\section*{Appendix: Grain density and size statistics of Johnson--Mehl and Poisson--Voronoi structures}

\subsection*{Premises}

A glass crystallises completely, and the grains are counted before any coarsening. The model is that of Kolmogorov (1937) and of Johnson and Mehl (1939).
(P1) The sample is infinite and homogeneous.
(P2) Nucleation attempts form a Poisson process in space and time: an element $d^3x\,d\tau$ holds one with probability $I\,d^3x\,d\tau$, independently of all other elements. An attempt in untransformed glass starts a grain of negligible size, and an attempt in crystallised material (a phantom) starts none.
(P3) Every free interface advances at the same isotropic speed $G$.
(P4) Interfaces stop where they meet and stay there.
The Johnson--Mehl (JM) structure results from constant $I$ and $G$ starting at $t=0$. The Poisson--Voronoi (PV) structure results from site saturation, where $\rho$ nuclei per unit volume are all present at $t=0$. Grain averages $\langle\cdot\rangle$ count each grain once.

Two consequences of (P2) are used throughout. A region in which $m$ attempts are expected is empty with probability $e^{-m}$, the limit of $(1-m/n)^n$ for $n$ small independent pieces. Placing attempts in given infinitesimal elements leaves the statistics of all other elements unchanged. One integral recurs; the substitution $w=as^{q}$ gives
\begin{equation}
\int_0^\infty s^{p}e^{-as^{q}}ds=\frac{\Gamma\big((p+1)/q\big)}{q\,a^{(p+1)/q}} .
\label{eq:gam}
\end{equation}

\subsection*{Arrival times and the untransformed fraction}

Let attempt $i$ occur at $(\mathbf x_i,\tau_i)$ and define $T_i(\mathbf x)=\tau_i+|\mathbf x-\mathbf x_i|/G$. The triangle inequality gives $T_j(\mathbf x)\le T_j(\mathbf y)+|\mathbf x-\mathbf y|/G$ for any $j$, $\mathbf x$, $\mathbf y$. If $i$ is a phantom, some $j$ has $T_j(\mathbf x_i)\le\tau_i$, and $\mathbf y=\mathbf x_i$ gives $T_j(\mathbf x)\le T_i(\mathbf x)$ everywhere: a phantom never arrives first. If $\mathbf y$ lies on the segment from $\mathbf x_i$ to $\mathbf x$ and $T_j(\mathbf y)<T_i(\mathbf y)$, then $T_j(\mathbf x)<T_i(\mathbf y)+|\mathbf x-\mathbf y|/G=T_i(\mathbf x)$. Hence a nucleus that is first at $\mathbf x$ is first along the whole straight path to $\mathbf x$ and is never blocked on the way. The grain of $i$ is therefore exactly the set where $T_i$ is the smallest of all arrival times, phantoms included.

A point $\mathbf x$ is untransformed at time $t$ if and only if the cone $|\mathbf x'-\mathbf x|\le G(t-\tau)$, $0\le\tau\le t$, holds no attempt. With $X$ the crystallised volume fraction and $X_e$ the expected number of attempts in the cone,
\begin{equation}
1-X=e^{-X_e},\qquad X_e=\int_0^t I\,\frac{4\pi}{3}G^3(t-\tau)^3d\tau=kt^4,\qquad k=\frac{\pi}{3}IG^3 .
\label{eq:kjma}
\end{equation}
For site saturation the cone is cut only at $\tau=0$, and $X_e=\frac{4\pi}{3}\rho G^3t^3$.

\subsection*{Grain density of the JM structure}

An attempt at time $t$ becomes a grain if its site is untransformed. That event depends on earlier attempts only, so it is independent of the attempt and has probability $1-X(t)$. Each grain has one nucleus, so by Eq.~(\ref{eq:gam}) with $p=0$, $q=4$ and $\Gamma(1/4)/4=\Gamma(5/4)$ the final number of grains per unit volume is
\begin{equation}
N=\int_0^\infty I\,(1-X)\,dt=I\,\Gamma(5/4)\,k^{-1/4}
=\Gamma(5/4)\Big(\frac{3}{\pi}\Big)^{1/4}\Big(\frac{I}{G}\Big)^{3/4}=0.896\Big(\frac{I}{G}\Big)^{3/4}.
\label{eq:N}
\end{equation}
The grains fill space, so $\langle V\rangle=1/N$. The only length in the model is $(G/I)^{1/4}$, which fixes the exponent; the derivation supplies the prefactor. In $d$ dimensions, with $c_d=2,\ \pi,\ 4\pi/3$ the volume of the unit ball and $I$ taken per unit length, area or volume, $X_e=c_dIG^dt^{d+1}/(d+1)$ and
\begin{equation}
N_d=\Gamma\Big(\frac{d+2}{d+1}\Big)\Big(\frac{d+1}{c_d}\Big)^{1/(d+1)}\Big(\frac{I}{G}\Big)^{d/(d+1)},
\end{equation}
with prefactors 0.886, 0.879 and 0.896 for $d=1,2,3$.

\subsection*{Volume and birth time in the JM structure}

Take a grain born at time $\tau$ and a point at distance $r=G(t-\tau)$ from its nucleus. The point belongs to the grain if its cone of height $t$ is otherwise empty. The nucleus lies on the surface of this cone, so by the triangle inequality the cone of the nucleus itself, of content $k\tau^4$ and known to be empty, lies inside it. The conditional probability is $e^{-k(t^4-\tau^4)}$, and summing over shells $4\pi r^2dr$ gives the mean volume
\begin{equation}
\bar V(\tau)=4\pi G^3\int_\tau^\infty(t-\tau)^2e^{-k(t^4-\tau^4)}dt .
\label{eq:Vtau}
\end{equation}
Space filling is recovered: exchanging the order of integration in $\int_0^\infty Ie^{-k\tau^4}\bar V\,d\tau$ gives $\int_0^\infty 4kt^3e^{-kt^4}dt=1$. With $s=k^{1/4}t$, $\sigma=k^{1/4}\tau$ and $4\pi IG^3=12k$, the volume in units of the mean and the density of birth times are
\begin{equation}
v(\sigma)=N\bar V=12\,\Gamma(5/4)\int_\sigma^\infty(s-\sigma)^2e^{\sigma^4-s^4}ds,\qquad f(\sigma)=\frac{e^{-\sigma^4}}{\Gamma(5/4)} .
\end{equation}
For the first grains Eq.~(\ref{eq:gam}) and the reflection formula $\Gamma(1/4)\Gamma(3/4)=\pi\sqrt2$ give $v(0)=3\Gamma(5/4)\Gamma(3/4)=3\pi\sqrt2/4=3.33$, while $v\to0$ for late grains. The variance of $NV$ is the variance of $v$ over $f$ plus the mean variance at fixed $\sigma$, which cannot be negative. Numerical quadrature of the first part gives a bound on the coefficient of variation (standard deviation over mean) of the volume,
\begin{equation}
\mathrm{CV}_{\rm JM}\ge\Big[\int_0^\infty v^2f\,d\sigma-1\Big]^{1/2}=0.93 .
\label{eq:cvjm}
\end{equation}

\subsection*{Site saturation in one dimension}

With all $\tau_i=0$ the smallest $T_i$ belongs to the nearest nucleus. The grains are the Voronoi cells of the nuclei, bounded by bisecting planes, $N=\rho$, and $G$ drops out. On a line, the gap $g$ from a nucleus to its right neighbour exceeds $y$ with probability $e^{-\rho y}$, and the left gap is an independent copy. The grain ends at the midpoints, so its length is the sum of two half-gaps. In units of $1/\rho$ a half-gap $b$ exceeds $y$ with probability $e^{-2y}$ and has density $2e^{-2b}$. The convolution gives the exact density of the reduced length $x=\rho L$,
\begin{equation}
p(x)=\int_0^x 2e^{-2b}\,2e^{-2(x-b)}db=4x\,e^{-2x}.
\label{eq:1d}
\end{equation}
Equation~(\ref{eq:gam}) yields $\langle x\rangle=1$ and $\langle x^2\rangle=3/2$, so the variance is $1/2$ and $\mathrm{CV}=0.707$; the maximum of $p$ is at $x=1/2$. The density vanishes at $x=0$ because a short grain needs two short gaps.

\subsection*{Mean number of faces in three dimensions}

\emph{Topology.} A point where cells meet is equidistant from their nuclei and has no nucleus closer. Four nuclei in general position fix one equidistant point, and a fifth lies on the same sphere with probability zero. A vertex is thus the centre of an empty sphere through exactly four nuclei and is shared by four cells. Within one of these cells the three other nuclei supply three faces, which meet in three edges. A cell is an intersection of half-spaces and is bounded with probability one, so it is a convex polyhedron with $n_V-n_E+n_F=2$. Each edge has two ends, $2n_E=3n_V$, and so $n_F=2+n_V/2$ for every cell. If $\lambda_0$ is the number of vertices per unit volume, $\langle n_V\rangle=4\lambda_0/\rho$.

\emph{Counting vertices.} Four nuclei occupy elements at $\mathbf x_1,\dots,\mathbf x_4$ with probability $\rho^4\prod_i d^3x_i$, and their circumsphere of radius $r$ is empty with probability $e^{-ar^3}$, $a=4\pi\rho/3$. Put $\mathbf x_i=\mathbf z+r\mathbf u_i$ with centre $\mathbf z$ and unit vectors $\mathbf u_i$. The component of $d\mathbf x_i$ along $\mathbf u_i$ is $\mathbf u_i\cdot d\mathbf z+dr$ and contains no angular differential. The two transverse components are $r$ times the angular displacements of $\mathbf u_i$ plus terms in $d\mathbf z$. The Jacobian matrix is block triangular, with an angular block of determinant $r^8$ and a $4\times4$ block with rows $(\mathbf u_i,1)$, whose determinant has modulus $6\Delta$, where $\Delta$ is the volume of the tetrahedron with corners $\mathbf u_i$. Dividing by the $4!$ orderings and dropping $d^3z$,
\begin{equation}
\lambda_0=\frac{\rho^4}{24}\int_0^\infty r^8e^{-ar^3}dr\;6(4\pi)^4\langle\Delta\rangle
=\frac{\rho^4}{4}\,\frac{2}{3a^3}\,(4\pi)^4\langle\Delta\rangle=18\pi\rho\,\langle\Delta\rangle ,
\label{eq:lam}
\end{equation}
where $\langle\Delta\rangle$ is the mean over four independent uniform points on the unit sphere.

\emph{The mean tetrahedron.} The first three points lie on a circle in a plane with normal $\mathbf n$ at signed distance $p$ from the centre, of radius $s=\sqrt{1-p^2}$, at azimuths $\phi_i$. About the axis $\mathbf n$ the area element of the unit sphere is $dh\,d\phi$, with $h$ the height. Changing $p$ and tilting the plane by small angles $d\theta_1,d\theta_2$ about two in-plane axes changes the heights along the original axis by $dh_i=dp+s\cos\phi_i\,d\theta_1+s\sin\phi_i\,d\theta_2$, with no term in $d\phi_i$. The matrix is again block triangular, and the determinant of the rows $(1,s\cos\phi_i,s\sin\phi_i)$ is twice the area $s^2A$ of the triangle, where $A$ is the area for a unit circle,
\begin{equation}
A=\tfrac12\big|\sin(\phi_2-\phi_1)+\sin(\phi_3-\phi_2)+\sin(\phi_1-\phi_3)\big| .
\end{equation}
The measure of the three points is $2s^2A\,dp\,d\Omega_n\,d\phi_1d\phi_2d\phi_3$ with $-1<p<1$ and $\mathbf n$ on a hemisphere of solid angle $2\pi$, since $(\mathbf n,p)$ and $(-\mathbf n,-p)$ are the same plane. With the fourth point at height $h$, $\Delta=\frac13s^2A|h-p|$, and its integration gives $2\pi\int_{-1}^1|h-p|\,dh=2\pi(1+p^2)$. In $A^2$ each squared sine averages to $1/2$ over uniform azimuths. Each cross term is a difference of two cosines of non-constant integer combinations of the $\phi_i$ and averages to zero, so $\langle A^2\rangle=3/8$. Expanding $(1-p^2)^2(1+p^2)=1-p^2-p^4+p^6$, whose integral over $(-1,1)$ is $128/105$,
\begin{equation}
\langle\Delta\rangle=\frac{1}{(4\pi)^4}\;2\pi\cdot2\pi\cdot\frac23\cdot\frac{128}{105}\cdot(2\pi)^3\cdot\frac38=\frac{4\pi}{105}.
\end{equation}

\emph{Result.} Equation~(\ref{eq:lam}) gives $\lambda_0=24\pi^2\rho/35=6.768\rho$, so that $\langle n_V\rangle=96\pi^2/35=27.07$, $\langle n_E\rangle=144\pi^2/35=40.61$ and
\begin{equation}
\langle n_F\rangle=2+\frac{48\pi^2}{35}=15.54,
\label{eq:faces}
\end{equation}
the value found by Meijering (1953). Every edge of a cell borders two of its faces, so a face has on average $2\langle n_E\rangle/\langle n_F\rangle=5.23$ edges.

\subsection*{Intercept length and volume spread of PV grains}

The same counting gives the quantity read from a polished section. A test line along $\mathbf e$ crosses a boundary at the centre of an empty sphere through two nuclei. With $\mathbf x_i=z\mathbf e+r\mathbf u_i$, $i=1,2$, the radial rows are $(h_i,1)$ with $h_i=\mathbf u_i\cdot\mathbf e$, and the Jacobian is $r^4|h_1-h_2|$. The $h_i$ are uniform on $(-1,1)$, so $\langle|h_1-h_2|\rangle=2/3$, and the number of crossings per unit length is
\begin{equation}
N_L=\frac{\rho^2}{2}(4\pi)^2\,\frac23\,\frac{\Gamma(5/3)}{3a^{5/3}}=\Big(\frac{4\pi}{3}\Big)^{1/3}\Gamma(5/3)\,\rho^{1/3}=1.455\,\rho^{1/3}.
\label{eq:NL}
\end{equation}
The mean intercept length is $\bar\ell=1/N_L=0.687\rho^{-1/3}$. The crossings are not midpoints of a Poisson process on the line, so Eq.~(\ref{eq:1d}) is not the law of the intercepts.

The second moment of the volume follows from the two-point argument of Gilbert (1962). With a nucleus at the origin, $V^2=\iint d^3x\,d^3y$ over pairs of points in its cell. Both points lie in the cell if the balls centred on $\mathbf x$ and $\mathbf y$ and passing through the origin are empty, which has probability $e^{-\rho U}$, with $U$ the volume of their union. Let $|\mathbf x|=r$, $|\mathbf y|=tr$ with $t\le1$ (a factor 2 covers $t>1$), let $\mu$ be the cosine of the angle between them, and $D=\sqrt{1+t^2-2t\mu}$. The plane of the circle in which the spheres intersect cuts the union into two truncated balls. It lies at signed distances $r\cos\alpha$ and $tr\cos\beta$ from the centres, where $\alpha,\beta$ are the angles at $\mathbf x,\mathbf y$ of the triangle they form with the origin: $\cos\alpha=(1-t\mu)/D$, $\cos\beta=(t-\mu)/D$. A unit ball cut at height $c$ keeps the volume $\pi\int_{-1}^{c}(1-h^2)dh=\pi w(c)$, $w(c)=\frac23+c-\frac13c^3$. Then $U=\pi r^3g$ with $g=w(\cos\alpha)+t^3w(\cos\beta)$. The measure is $2\cdot8\pi^2r^5t^2\,dr\,dt\,d\mu$, the radial integral is $1/(3\pi^2\rho^2g^2)$, and quadrature of the rest gives
\begin{equation}
\rho^2\langle V^2\rangle=\frac{16}{3}\int_0^1t^2dt\int_{-1}^1\frac{d\mu}{g^2}=1.179 .
\label{eq:V2}
\end{equation}
The reduced variance is 0.179 and $\mathrm{CV}_{\rm PV}=0.42$, less than half of the lower bound (\ref{eq:cvjm}) for continuous nucleation.

\subsection*{Corrections for a two-stage schedule}

In stage 1 the glass is held for $t_N$ where the nucleation rate $I_N$ is high and the growth rate $G_N$ small. For $t_N$ well beyond the induction time $t_{\rm ind}$, $\rho=I_N(t_N-t_{\rm ind})$. In stage 2 the grains grow at $G_D\gg G_N$ with a residual rate $I_D$. The arguments above survive a time-dependent $G$ common to all grains if $Gt$ is replaced by the growth length $\int G\,dt$. Three effects separate the product from a PV structure.

(i) Nuclei lost as phantoms in stage 1. No crystal exceeds the radius $G_Nt_N$, so the lost fraction is below $\eta=\frac{4\pi}{3}\rho(G_Nt_N)^3$.

(ii) Grains added in stage 2. Dropping the positive $I_D$ term and the initial radii from $X_e$ overestimates $1-X$, so the added fraction is below
\begin{equation}
\epsilon=\frac{I_D}{\rho}\int_0^\infty e^{-aG_D^3t^3}dt=\Gamma(4/3)\Big(\frac{3}{4\pi}\Big)^{1/3}\frac{I_D}{G_D\,\rho^{4/3}}=0.554\,\frac{I_D}{G_D\,\rho^{4/3}} .
\end{equation}

(iii) Head starts. A grain enters stage 2 with a radius that differs by $\delta$ from the mean radius $\bar r_0$. After a growth length $\ell$ put $r=\ell+\bar r_0$. Then $X_e=ar^3$ up to terms of second order in the $\delta$ of the other grains, whose mean is zero, while the grain's own front is at $r+\delta$. As in Eq.~(\ref{eq:Vtau}), $\bar V=\int4\pi(r+\delta)^2e^{-ar^3}dr$, and to first order
\begin{equation}
\rho\bar V=1+2\Big(\frac{4\pi}{3}\Big)^{1/3}\Gamma(2/3)\,\rho^{1/3}\delta=1+4.37\,\rho^{1/3}\delta .
\end{equation}
For steady nucleation from $t_{\rm ind}$ on, the radii are uniform over a width $G_N(t_N-t_{\rm ind})$ and $\delta_{\rm rms}$ is this width over $\sqrt{12}$.

\subsection*{Range of validity}

Equation~(\ref{eq:N}) is exact under (P1)--(P4) with constant $I$ and $G$; a sharp delay of nucleation shifts the time origin and leaves $N$ unchanged. Equations (\ref{eq:1d}) and (\ref{eq:faces})--(\ref{eq:V2}) need simultaneous, uncorrelated nuclei, that is $\eta,\epsilon\ll1$ and $\rho^{1/3}\delta_{\rm rms}\ll1$. JM boundaries are sheets of hyperboloids, $T_i=T_j$ with $\tau_i\ne\tau_j$, so the cells are not convex polyhedra and Eq.~(\ref{eq:faces}) does not carry over. The premises fail in these cases: diffusion-controlled growth with speed falling with grain age, where phantoms can outrun their hosts and composition fields overlap; anisotropic crystals of random orientation, which block one another; nuclei correlated by phase separation or by depletion of a nucleating agent; crystallisation that leaves residual glass; heating by the released latent heat; and boundary migration after impingement. Nuclei that dissolve on heating to stage 2, if lost independently of position, leave a Poisson process, so the PV results hold with the surviving density. Free surfaces disturb a layer about as deep as the growth length at completion.

\subsection*{Illustration: a congruently crystallising glass}

Take round inputs of the order typical of lithium disilicate glass, idealised as growing spheres although its crystals are in fact elongated: near $455\,^\circ$C, $I_N\approx3\times10^{9}$ m$^{-3}$\,s$^{-1}$, $t_{\rm ind}\approx3$ h, $G_N\approx0.04\ \mu$m/h; near $600\,^\circ$C, $G_D\approx2\ \mu$m/min. Choose $t_N=20$ h and assume that all nuclei survive. Values are carried unrounded and printed to two figures at most.

An effective nucleation time of 17 h gives $\rho=1.8\times10^{5}$ mm$^{-3}$ and $\rho^{-1/3}=18\ \mu$m. The mean grain volume is $5.4\times10^{3}\ \mu$m$^3$ with standard deviation $2.3\times10^{3}\ \mu$m$^3$, the sphere of equal volume has diameter $(6/\pi\rho)^{1/3}=22\ \mu$m, and the mean intercept on a section is $12\ \mu$m. Setting $X=0.99$ requires a growth length $(\ln100/a)^{1/3}=18\ \mu$m, reached in about 9 min; surface crystallisation would affect a skin of this depth.

The corrections are small. With $G_Nt_N=0.8\ \mu$m, $\eta=3.9\times10^{-4}$. Even $I_D=I_N$, far above the rate expected in stage 2, gives only $\epsilon=4.8\times10^{-3}$. The head starts have $\delta_{\rm rms}=0.20\ \mu$m and spread $\rho\bar V$ by 0.049, a variance of 0.0024 against 0.179. The head starts of the neighbours enter the variance at the same second order in $\delta$, so the PV width holds to the order of one per cent.

A hold at the first temperature until crystallisation is complete gives instead the JM structure, with $I_N/G_N=2.7\times10^{20}$ m$^{-4}$, $N=1.9\times10^{6}$ mm$^{-3}$ and $N^{-1/3}=8.1\ \mu$m, after $(\ln100/k)^{1/4}=2.8\times10^{2}$ h of steady nucleation for $X=0.99$. This density, 10 times that of the two-stage product, is the ceiling that a longer stage 1 approaches, and it comes with a volume distribution whose CV is at least 0.93 in place of 0.42.